# The upper-bound theorem and recrossing, with collinear I + HI as the example

Transition-state theory counts every passage through a dividing surface in the direction of products as one reaction. In classical mechanics that count can be too high and can never be too low, a bound associated with Wigner and Keck. Today I will prove it, give the correction factor exactly, and evaluate it for a model of $\mathrm{I'+HI\to I'H+I}$ on a line.

## Premises

1. The nuclei obey Hamilton's equations on one potential surface. The centre of mass is removed, leaving $N$ degrees of freedom, a phase point $\Gamma=(q,p)$ and a flow $\Phi_t$.
2. Collisions are binary and isolated. There are two open channels, reactants R and products P. Beyond a large separation $R_0$ in either channel the fragments move freely, so an outgoing trajectory never returns.
3. Incoming reactants have the Boltzmann density $e^{-H/k_BT}$.
4. The dividing surface $S$ is $s(\Gamma)=0$ with $s$ continuous and piecewise smooth, $s<0$ throughout the R asymptote and $s>0$ throughout the P asymptote. Tangential contacts, $\dot s=0$, carry no flux and are ignored. A crossing with $\dot s>0$ is called forward.
5. The forward flux through $S$ is finite and non-zero.

For any surface $g=0$ define the flux measure

$$d\mu_g=(2\pi\hbar)^{-N}\,e^{-H/k_BT}\,\delta(g)\,|\dot g|\,d\Gamma .\tag{1}$$

Let $Q_R$ be the classical reactant partition function per unit volume of relative translation, or per unit length on a line. With $\Sigma^+$ the set of forward crossings of $S$,

$$k_{\rm TST}\,Q_R=\mu_s(\Sigma^+).\tag{2}$$

For the exact rate take the surface $S_0$ at separation $R_0$ in the reactant channel, with flux measure $\mu_0$. Each incoming trajectory crosses it inward exactly once, and by premise 3 the density there is Boltzmann. Let $A$ be the set of inward crossings whose trajectories end in the P asymptote. Then

$$k_{\rm exact}\,Q_R=\mu_0(A).\tag{3}$$

"Reactive" will always mean both things: born in R and ending in P.

## Step 1: flux is conserved along a tube of trajectories

Take a small patch of $S_0$, with points $\sigma$, whose trajectories meet $S$ at $\sigma'=M(\sigma)$ after a time $\tau(\sigma)$. Label the points of the tube by $(\sigma,t)$, meaning $\Phi_t(\sigma)$. Next to $S_0$ the coordinate normal to the surface advances by $|\dot g|\,dt$, so the Boltzmann-weighted volume element is $d\mu_0(\sigma)\,dt$. Liouville's theorem conserves $d\Gamma$ and the flow conserves $H$, so this form holds at every $t$. The same argument started from $S$ gives $d\mu_s(\sigma')\,dt'$ for the same element. The two labels are related by $\sigma'=M(\sigma)$ and $t'=t-\tau(\sigma)$. The Jacobian is block triangular, because $\sigma'$ does not depend on $t$, and $\partial t'/\partial t=1$. Therefore

$$d\mu_s(M\sigma)=d\mu_0(\sigma).\tag{4}$$

**Question.** The flight time differs across the patch. Doesn't that squeeze the flux?

It shears the tube along the time direction. The derivative $\partial t'/\partial\sigma$ sits off the diagonal of a triangular matrix and leaves the determinant alone.

## Step 2: sort the trajectories

Along a trajectory $s$ is continuous, so forward and backward crossings alternate. A reactive trajectory starts at $s<0$ and ends at $s>0$, so it has $m\ge1$ forward crossings and $m-1$ backward ones. Trajectories R→R and P→P have equal numbers of each, and P→R has one more backward than forward. Trajectories trapped near the complex may cross without end.

Split $A$ into the sets $A_m$ with exactly $m$ forward crossings. Let $B_{m,i}\subset\Sigma^+$ be the image of $A_m$ at the $i$-th forward crossing, $i=1,\dots,m$. One phase point lies on one trajectory, which has one entry point on $S_0$, one $m$ and one position $i$ in its sequence. The sets $B_{m,i}$ are therefore disjoint. By (4) each has the measure $\mu_0(A_m)$, so their union $B_m$ over $i$ has

$$\mu_s(B_m)=m\,\mu_0(A_m).\tag{5}$$

A set $A_\infty$ of positive measure would make $\mu_s(\Sigma^+)$ infinite, against premise 5, so it has measure zero.

## Step 3: the theorem

Call $B_0$ the remainder of $\Sigma^+$, the forward crossings of all non-reactive trajectories. Define the flux fractions $f_m=\mu_s(B_m)/\mu_s(\Sigma^+)$, which are non-negative and sum to one over $m=0,1,2,\dots$ Insert (5) into (3) and divide by (2):

$$\kappa\equiv\frac{k_{\rm exact}}{k_{\rm TST}}=\frac{\sum_{m\ge1}\mu_s(B_m)/m}{\mu_s(\Sigma^+)}=\sum_{m\ge1}\frac{f_m}{m}.\tag{6}$$

So $\kappa$ is the flux-weighted average, over all forward crossings, of a weight equal to $1/m$ on a reactive trajectory with $m$ forward crossings and $0$ on any other. Every term is non-negative, so $\kappa\ge0$. Subtracting from $\sum_m f_m=1$,

$$1-\kappa=f_0+\sum_{m\ge2}f_m\Big(1-\frac1m\Big)\ge0,\tag{7}$$

and $k_{\rm exact}\le k_{\rm TST}$ for every admissible $S$. Since $k_{\rm exact}$ makes no reference to $S$, the best surface in any family is the one of least forward flux. That is the variational principle.

**Question.** In my experiment no products are present. Why do P→P and P→R trajectories appear at all?

Because (2) puts them in. It populates the whole surface with the Boltzmann density, which is the density only if both channels feed it. Forward crossings of product-born trajectories are counted in $k_{\rm TST}$ although the flask has none, and they must get weight zero. That is why a trajectory has to be followed backward as well as forward from its crossing. Ending in products is not enough.

**Question.** Is $1/m$ the only choice?

No. By (4) the $m$ crossings of a tube carry equal flux, so any weights that add to one along a reactive trajectory give the same $\kappa$. Weight one on the first forward crossing is an example.

## Step 4: when equality holds

Suppose $\kappa=1$. By (7), $f_1=1$, so almost every forward crossing belongs to a reactive trajectory with one forward and no backward crossing. A trajectory that crosses twice or more has a forward crossing by alternation, so such trajectories carry no flux.

Conversely, suppose almost no trajectory crosses $S$ more than once. A forward crossing then has $s<0$ in its whole past and $s>0$ in its whole future. I must still show that it comes from and goes to the asymptotes. Let $C\subset\Sigma^+$ be the crossings whose past stays inside $R_0$ for ever. Their backward tube never overlaps itself, since each trajectory meets $S$ once, so by Step 1 its weighted volume over a time $t$ is $\mu_s(C)\,t$. The region inside $R_0$ has finite weighted volume, hence $\mu_s(C)=0$. The same argument holds for the future. Then $f_1=1$ and $\kappa=1$. So $\kappa=1$ if and only if the recrossing trajectories carry zero flux.

## A symmetric exchange

Let the potential be symmetric under exchange of the two iodine atoms, and let $S$ be the symmetric-stretch line, where the two H–I distances are equal. The exchange maps forward crossings of P-born trajectories onto backward crossings of R-born ones. If trapped trajectories carry no flux, $\mu_s(\Sigma^+)$ equals the incoming R flux weighted by $n$, the total number of crossings in both directions. A trajectory reacts when $n$ is odd. With averages over the incoming flux,

$$\kappa=\frac{P}{\langle n\rangle},\qquad P=\text{Prob}(n\ \text{odd}).\tag{8}$$

## Coordinates for I + HI

Label the atoms A = I′, B = H, C = I, with $M=m_A+m_B+m_C$ and $m_{BC}=m_B+m_C$. Put $x=r_{AB}+(m_C/m_{BC})\,r_{BC}$ and $y=\sqrt{\mu'/\mu}\;r_{BC}$, with $\mu=m_Am_{BC}/M$ and $\mu'=m_Bm_C/m_{BC}$. The internal kinetic energy is $\tfrac12\mu(\dot x^2+\dot y^2)$. Lines of fixed $r_{BC}$ are horizontal, and lines of fixed $r_{AB}$ have the slope $\sqrt{\mu'/\mu}\;m_{BC}/m_C$, which defines the skew angle:

$$\tan^2\beta=\frac{m_BM}{m_Am_C}.\tag{9}$$

Take as inputs the approximate masses $m_I=126.904$ u and $m_H=1.008$ u. Then $\tan\beta=0.1263$, $\beta=7.198^\circ$ and $\mu=63.703$ u. The channels form a very narrow V, and the short direction across it is the hydrogen motion.

## A solvable model

Let the potential be zero where both distances exceed a core value $d$ and at least one is below $d+a$, and infinite elsewhere. There is no barrier. The kinetic energy is isotropic in $(x,y)$, so trajectories are straight lines with specular reflection. Each channel is a strip of width $w=a\sqrt{\mu'/\mu}$. The symmetric line bisects the V at $\alpha=\beta/2$ and runs from the apex O, where both distances are $d$, to the inner corner K, where both are $d+a$. Its length is $\rho=w/\sin\alpha$. Drop the perpendicular from K to the outer wall of the reactant strip and call it the entrance cut, of length $w$. Beyond the cut the walls are parallel and conserve $\dot x$, so the cut serves as $S_0$.

The Maxwell one-way flux through unit length of any line, at unit density, is $u=\sqrt{k_BT/2\pi\mu}$. Unit reactant density per length of $x$ means an areal density $1/w$. Hence

$$k_{\rm cut}=u,\qquad k_{\rm TST}=\frac{u\rho}{w}=\frac{u}{\sin\alpha}.\tag{10}$$

To count crossings, unfold. The region from O to the two cuts is a kite, symmetric about OK. At each wall reflection, mirror the kite instead of the ray. The trajectory becomes one straight chord, and the cuts join in pairs into sides of length $2w$ of a polygon centred on O. Its vertices are images of K, at distance $\rho$ and spaced by $\beta$. Round $\beta$ to $7.2^\circ$, so that $\alpha=\pi/50$ and the polygon is a regular 50-gon. The spokes from O to the vertices are the images of $S$. By mirror symmetry the whole of side 0 can act as the source. A chord from side 0 to side $j$ crosses $n=\min(j,50-j)$ spokes. Every chord leaves the polygon, so nothing is trapped and (8) applies.

The speed factors out of (1), which leaves the weight $\cos\theta\,d\theta\,d\ell$, with $\theta$ measured from the normal of a segment. It integrates to twice the segment's length, and by (4) it is one measure on the set of lines. Let side 0 have ends $E_1,E_2$ and side $j$ have ends $E_3,E_4$, in order round the polygon. For any line, count its hits on the diagonals $E_1E_3$ and $E_2E_4$ minus its hits on $E_1E_4$ and $E_2E_3$. A line that cuts off one vertex gives $1-1=0$. A line separating $E_1,E_2$ from $E_3,E_4$ gives $2-2=0$. A line through both sides gives $2$. Integrating over lines, the measure of those through both sides is the two diagonals minus the other two lengths. Vertices $i$ steps apart are $2\rho\sin i\alpha$ apart, so this is

$$2\rho\,[\,2\sin j\alpha-\sin(j+1)\alpha-\sin(j-1)\alpha\,]=4\rho\sin j\alpha\,(1-\cos\alpha).$$

Divide by the total $4w=4\rho\sin\alpha$:

$$p_j=\tan(\alpha/2)\,\sin j\alpha,\qquad j=1,\dots,49.\tag{11}$$

These sum to one, because $\sum_{j=1}^{49}\sin j\alpha=\cot(\alpha/2)$. Since 50 is even, $n$ and $j$ have the same parity. The odd terms give $\sum_{k=0}^{24}\sin(2k+1)\alpha=\sin^2(25\alpha)/\sin\alpha=1/\sin\alpha$, so

$$P=\frac{\tan(\alpha/2)}{\sin\alpha}=\frac1{1+\cos\alpha}=0.5005.$$

Equation (10) gives $\langle n\rangle=k_{\rm TST}/k_{\rm cut}=1/\sin\alpha=15.9$, and summing $n\,p_j$ term by term gives the same number. From (8),

$$\kappa=P\sin\alpha=\tan(\beta/4)=0.0314.\tag{12}$$

Now read this through (6). An odd $n$ has $m=(n+1)/2$, up to 13 for $n=25$. Summing $m\,p_j$ over odd $j$ and dividing by $\langle n\rangle$ gives $1-f_0=0.266$, so a fraction $0.734$ of the forward flux has weight zero. A reactive trajectory makes on average $8.46$ forward crossings, and $0.266/8.46=0.0314$. Only $2p_1=0.39$ per cent of incoming trajectories cross exactly once.

At 300 K, $u=7.89\times10^{3}$ cm molecule$^{-1}$ s$^{-1}$. In the same unit the model has $k_{\rm TST}=1.26\times10^{5}$ and $k_{\rm exact}=Pu=3.95\times10^{3}$. Moving the surface to the entrance cut, where every forward crossing is R-born and $m=1$, raises $\kappa$ to $P$, about one half. The hydrogen shuttles many times while the heavy atoms approach and part, and its final side is close to a coin toss.

**Question.** What did rounding the angle cost?

Only the fourth figure. At the true angle, $\alpha'=\beta/2$, the polygon doesn't close, but (11) still holds for sides 1 to 24 in each sense of rotation. The other chords land on side 25, except those that cross both the first and the 26th spoke. These two spokes and the chord joining their ends form a triangle, and the same counting gives such lines the fraction $(1-\sin25\alpha')/\sin\alpha'\approx2\times10^{-6}$ for both senses together. Summing the even sides, $P=(1+\cos25\alpha')/(1+\cos\alpha')=0.5007$, and $\kappa=P\sin\alpha'$ is again $0.0314$.

## Range of validity

The proof used Liouville's theorem, energy conservation and continuity of $s$. It needs no saddle point, no harmonic expansion and no separability, and it allows $s$ to depend on momenta. Replacing the Boltzmann factor by $\delta(E-H)$ changes nothing, so the bound holds at each energy. It applies to the full flux integral (2). A harmonic estimate of that integral is a further approximation and need not be a bound.

It can fail for non-equilibrium reactants. A beam of vibrationally hot HI overweights some tubes, and its rate may exceed the thermal $k_{\rm TST}$. It does not cover hopping between electronic surfaces. For unimolecular or condensed-phase reactions there are no free asymptotes, and "born in R, ending in P" has a meaning only when the crossing episode is much shorter than the lifetime of either species. A third channel can be given weight zero, and (7) survives. Here, dissociation costs a typical 3 eV, or 116 $k_BT$ at 300 K, and is negligible.

**Question.** And quantum mechanics? You are moving a hydrogen atom.

Then there is no such theorem. Trajectories and the one-way flux (2) have no unique quantum counterpart, and tunnelling can carry the rate above a threshold-based estimate. For this system the neglect is large. The HI stretch is typically about 2300 cm$^{-1}$ and $k_BT$ is 208.5 cm$^{-1}$ at 300 K, a ratio of 11. The change in zero-point energy along the path therefore rivals recrossing as a reason for the failure of the symmetric surface.

**Question.** So how much of your number belongs to iodine and hydrogen?

The skew angle and the reduced mass. The values $\kappa=0.0314$ and $1/\kappa=31.8$ are the model's. It has no energy scale, so its $\kappa$ is independent of temperature. Its absolute rate constants lack any barrier, and each kcal mol$^{-1}$ of barrier would lower a rate by a Boltzmann factor of about 5 at 300 K. As typical knowledge and not as a measurement, quantised saddle-point theory for collinear I + HI on low-barrier model surfaces overshoots the quantum rate by roughly 60 near 300 K, roughly 20 near 1000 K and by orders of magnitude near 100 K. That ratio contains zero-point effects and is not the classical $1/\kappa$. The model's constant overshoot is thus too small by about a factor of two at room temperature, too large by somewhat less than that at 1000 K, and far too small in the cold.